Koopmans' picture suggests that an orbital energy overstates a binding energy. Pull an electron out of a shell with all other orbitals frozen, and the cost is −ε, where ε is the orbital eigenvalue. Let the other electrons contract towards the hole, and the cost drops by a relaxation energy R. The ΔSCF value, the total energy of the ion less that of the atom, includes this drop, so ΔSCF less (−ε) ought to be negative. In LDA and PBE rhenium does the opposite in every shell. The excess, called e below, is 562.9 eV for the K shell and still 3.4 eV for 6s.

Binding energies of the free Re atom ([Xe] 4f14 5d5 6s2) from the vacuum level, by ΔSCF with a radial B-spline solver and a Fermi nucleus: configuration-average Dirac-Fock, and spherical Dirac-Kohn-Sham without spin polarisation, Breit or QED terms. The screened hole adds a valence electron to model an edge from the Fermi level; measured edges are of the element in its standard state.

```
shell  Dirac-Fock ΔSCF with Breit and QED (eV)  Breit and QED part of it (eV)  LDA ΔSCF less Dirac-Fock (eV)  LDA: ΔSCF less (−ε) (eV)  PBE ΔSCF less Dirac-Fock (eV)  PBE: ΔSCF less (−ε) (eV)  Dirac-Fock, screened hole (eV)  measured edge (eV)
    K                                  71682.1                        -365.23                          353.4                     562.9                          414.9                     564.8                         71672.4               71676
   L1                                  12544.9                         -45.33                          -57.9                     101.5                          -49.5                     101.1                         12535.0               12527
   L2                                  11968.9                         -44.53                           20.6                     131.5                           24.5                     131.3                         11959.1               11959
   L3                                  10545.5                         -28.63                          -13.4                     112.1                          -11.1                     112.0                         10535.6               10535
   M1                                   2949.6                          -9.11                          -54.8                      28.0                          -52.5                      27.8                          2939.7                2932
   M2                                   2695.0                          -8.44                          -34.6                      30.3                          -33.7                      30.2                          2685.1                2682
   M3                                   2382.1                          -5.07                          -37.0                      27.2                          -36.5                      27.1                          2372.2                2367
   M4                                   1960.1                          -3.24                           -9.1                      33.2                           -9.3                      33.2                          1950.3                1949
   M5                                   1893.5                          -2.10                          -11.5                      32.1                          -11.7                      32.0                          1883.7                1883
   N1                                    641.4                          -1.99                          -31.7                      12.1                          -30.6                      12.1                           631.5               625.4
   N2                                    534.7                          -1.71                          -24.0                      12.0                          -23.4                      12.0                           524.9               518.7
   N3                                    461.6                          -0.89                          -24.6                      11.5                          -23.9                      11.4                           451.8               446.8
   N4                                    286.5                          -0.37                          -12.7                      11.2                          -12.6                      11.1                           276.7               273.9
   N5                                    273.1                          -0.13                          -12.9                      11.0                          -12.7                      11.0                           263.2               260.5
   N6                                     51.0                           0.18                            3.0                      10.1                            2.7                      10.1                            41.2                42.9
   N7                                     48.6                           0.27                            2.8                      10.0                            2.4                      10.0                            38.8                40.5
   O1                                     96.6                          -0.30                           -4.8                       6.6                           -5.1                       6.6                            87.0                  83
   O2                                     62.0                          -0.19                           -0.5                       6.2                           -0.8                       6.2                            52.7                45.6
   O3                                     51.0                          -0.07                           -1.0                       5.9                           -1.2                       5.9                            41.9                34.6
  O45                                      8.6                           0.03                            1.6                       4.6                            1.4                       4.6                             n/a                 n/a
   P1                                      7.2                          -0.02                            2.3                       3.4                            2.1                       3.3                             n/a                 n/a
```

The labels are the X-ray names: K is 1s, L1 to L3 are 2s, 2p1/2 and 2p3/2, and so on to N6 and N7 (4f), O45 (5d) and P1 (6s).

Two limits bracket the sign. In Dirac-Fock, exchange cancels the repulsion of an electron with its own cloud, and e = −R. With no exchange at all, the eigenvalue carries the full self-repulsion F0 of the orbital while the total energy carries only half of it, so the eigenvalue is too shallow by F0/2. Local exchange depends on the total density and responds weakly to the occupation of one orbital, which places LDA near the second limit. Formally, Janak's theorem gives ε = ∂E/∂ν for the occupation ν, so

ΔSCF = −∫ ε(ν) dν, from ν = 0 to 1

and e is half the slope dε/dν if ε is linear in ν. The same LDA runs bear out the linearity: −ε at half occupation matches ΔSCF within 0.13 to 0.22 eV from L1 to N5 and within 1.18 eV at K. That tests the numerics, not the accuracy of LDA. With frozen orbitals the Hartree energy has the term F0·ν²/2, and relaxation flattens the slope, so

e = a·H − R, with H = f·F0/2

Here F0 is the hydrogenic self-Coulomb integral for the Slater screened charge Z*, and f is the ratio of the Dirac to the Schrödinger ⟨1/r⟩ at that charge. R is borrowed from Dirac-Fock for K to M5, as the Koopmans value of the same runs less the ΔSCF value stripped of Breit and QED. This assumes that the Koopmans value holds neither term and that LDA relaxes alike. The single factor a = 0.93 is the geometric mean of (e + R)/H over these nine rows.

The K shell is closest to the limit of pure self-repulsion. The orbital is tiny, H is 758 eV, and R, at 91 eV, is about an eighth of it. The ratio (e + R)/H is 0.86, and an estimate of the curvature of local exchange for an isolated hydrogenic 1s pair, a tenth of F0, is of the size of the shortfall. The match is only suggestive, since without f the ratio would be 1.03 and no shortfall would remain. LDA and PBE differ by 61.5 eV in the K binding energy but by only 1.9 eV in e, and by at most 0.4 eV in e elsewhere. That is what a term rooted in the common Hartree energy should do, though agreement of this kind supports the cause without proving it.

The K row also holds a trap. LDA seems to overbind by 353.4 eV, but only the Dirac-Fock column contains Breit and QED, here −365.2 eV: the Gaunt term gives −263.7, retardation, frequency dependence and vacuum polarisation return about 54, and the remainder of about −156 is self-energy. Adding this part to the functionals gives the like-for-like differences, −11.8 eV for LDA and +49.7 eV for PBE. The positive entry at L2 turns into −23.9 eV in the same way.

In the L shell e drops about fivefold, since F0 scales roughly as Z*/n², and its order, L2 above L3 above L1, does not follow the binding energy. Shape and relativity explain it. The nodeless 2p density is more compact than 2s, with F0 = 0.1816 Z* against 0.1504 Z* hartree, and the j = 1/2 orbitals contract by f = 1.213 against 1.035 for 2p3/2. L2 has both advantages, L3 the first, L1 the second. For L2, a row of the fit:

Z* = 75 − 7 × 0.35 − 2 × 0.85 = 70.85
F0/2 = 0.1816 × 70.85 × 27.21 / 2 = 175.0 eV, and H = 1.213 × 175.0 = 212.3 eV
R = 12073.4 − (11968.9 + 44.5) = 60.0 eV
e = 0.931 × 212.3 − 60.0 = 137.7 eV

This is 4.7 % above the 131.5 eV of the table. Without f the two 2p levels share one F0, and the larger R of L2 would put it below L3, the wrong way round.

In the M shell the two terms become comparable. R depends on how many electrons lie outside the hole and can move in, so it falls slowly (55 to 60 eV for L, 31 to 34 eV for M) while H falls from about 200 to about 65 eV. Half of the self-repulsion is now cancelled, and this is why a model without R fails: e/H slides from 0.74 at K to 0.42 at M3, and one factor leaves an rms error of 18.5 % of e. A power law in the LDA binding energy, fitted by least squares in logarithms to the same rows, leaves 17 % and falls 87 % short at N7. The excess follows the size of the orbital more closely than the depth of the level: Dirac-Fock binds N6 and O3 equally, by 51.0 eV, yet e is 10.1 eV for the compact 4f orbital and 5.9 eV for the wider 5p.

The model itself is only fair here. Its rms error is 11 % of e, and it places 3d lowest, 20 to 22 % too small, where the table has 3d highest. For the s and p rows (e + R)/H lies between 0.86 and 0.93, for 3d near 1.04. Slater's rules count 3s and 3p as full screens for 3d although the three share one region, which arguably makes Z* = 53.85 too low. Dropping f and refitting gives a = 1.03 and a smaller rms error, 9 %, better at K and 3d and worse at L3 and M3. The overall error therefore does not favour the contraction; only the j splitting does. As a and f trade against each other, the value of a carries no physical meaning.

The N shell is nearly flat, from 12.1 eV at 4s to 10.0 eV at 4f, while the binding energy falls more than tenfold. The order has turned over, with s on top. A likely reason is that d and f electrons penetrate less and feel a smaller charge, which outweighs the growth of the hydrogenic coefficient with l. The same argument wrongly put 3d lowest in the M shell, however, so it is not established here. These rows were outside the fit and so test the model, for the Koopmans values of the same Dirac-Fock calculation give R of about 14 eV for 4s, 12.5 for 4d and 11 for 4f. The model fails, and more so with rising l: a·H − R comes to about 9.5, 7 and 4.5 eV, where the table has about 12, 11 and 10. The sum e + R, the self-repulsion that local exchange leaves, does fall from s to f, from about 26 through 24 to 21 eV, but less steeply than H. The Slater charges are thus probably too low for 4d and 4f, as for 3d. In the O and P rows e exceeds a·H, so R would have to be negative, down to −2.8 eV at 5d, which is unphysical: hydrogenic orbitals at the Slater charges, 5.6 for 5d and 3.6 for 6s, are far too diffuse. The picture survives the formula, for e keeps shrinking as the orbitals grow. For a neighbouring element, one more proton should raise the K excess by about two per cent, faster than in proportion to Z because the relativistic contraction grows too, and leave the order within the L shell alone.

Like for like, LDA lies below Dirac-Fock from K to N5, and within each shell from L to O the s level is lowest: −103.2 eV at L1, −63.9 at M1, −33.7 at N1, against about −13 for 3d and 4d and +3 for 4f. PBE mends little, 8.4 eV at L1 and at most 0.7 eV from N3 outwards. Since screened Dirac-Fock lies within 8 eV of all measured edges, gaps of tens of eV belong mostly to the functionals as used here, without spin polarisation. Polarising the hole state should lower its energy and with it the binding energy, so the small LDA gap at K may owe something to cancellation. That a local functional misses the orbital-specific exchange of noded s states is a guess, not tested here.

The measured edges, from the xraydb and xraylib tables, belong to the solid and must be read against the screened hole. Screening lowers the binding energy by 9.7 to 9.9 eV for every shell from K to N7, across three orders of magnitude. Gauss's theorem argues why: the added valence electron lies outside the hole and sees one more positive charge wherever the hole sits, so the shift is a valence binding energy, of the size of the 8.6 eV of 5d. Once the hole overlaps that electron the attraction weakens, and the shift drops through 9.6 and 9.3 to 9.1 eV at O3.

After screening, L2, L3 and M5 agree with the edges within 0.7 eV, whereas L1, M1 and N1 remain 6 to 8 eV too deep, and 3p and 4p 3 to 6 eV. Dirac-Fock has no correlation, and holes that can be filled from the same shell mix with Coster-Kronig-type configurations. This is a known contributor, but the table does not measure its share. At the outer edge the order of levels is wrong: screened O3 lies 3.1 eV deeper than N7, measured O3 lies 5.9 eV shallower. Correlation, the solid and coupling to the open 5d shell are possible causes that these runs cannot separate.

All rows describe a configuration average with 5d averaged over j and no spin polarisation, not the high-spin 5d5 ground term, and this matters most in the last two. The 6s values of 7.2 eV (Dirac-Fock) and 9.5 eV (LDA) lie on either side of the measured first ionisation energy recorded with the calculation. In the real high-spin ion the remaining 6s electron keeps its full exchange with five parallel 5d spins, which the average counts only in part. This lowers the cost of ionisation relative to the average, so the LDA excess cannot be laid on the functional alone.
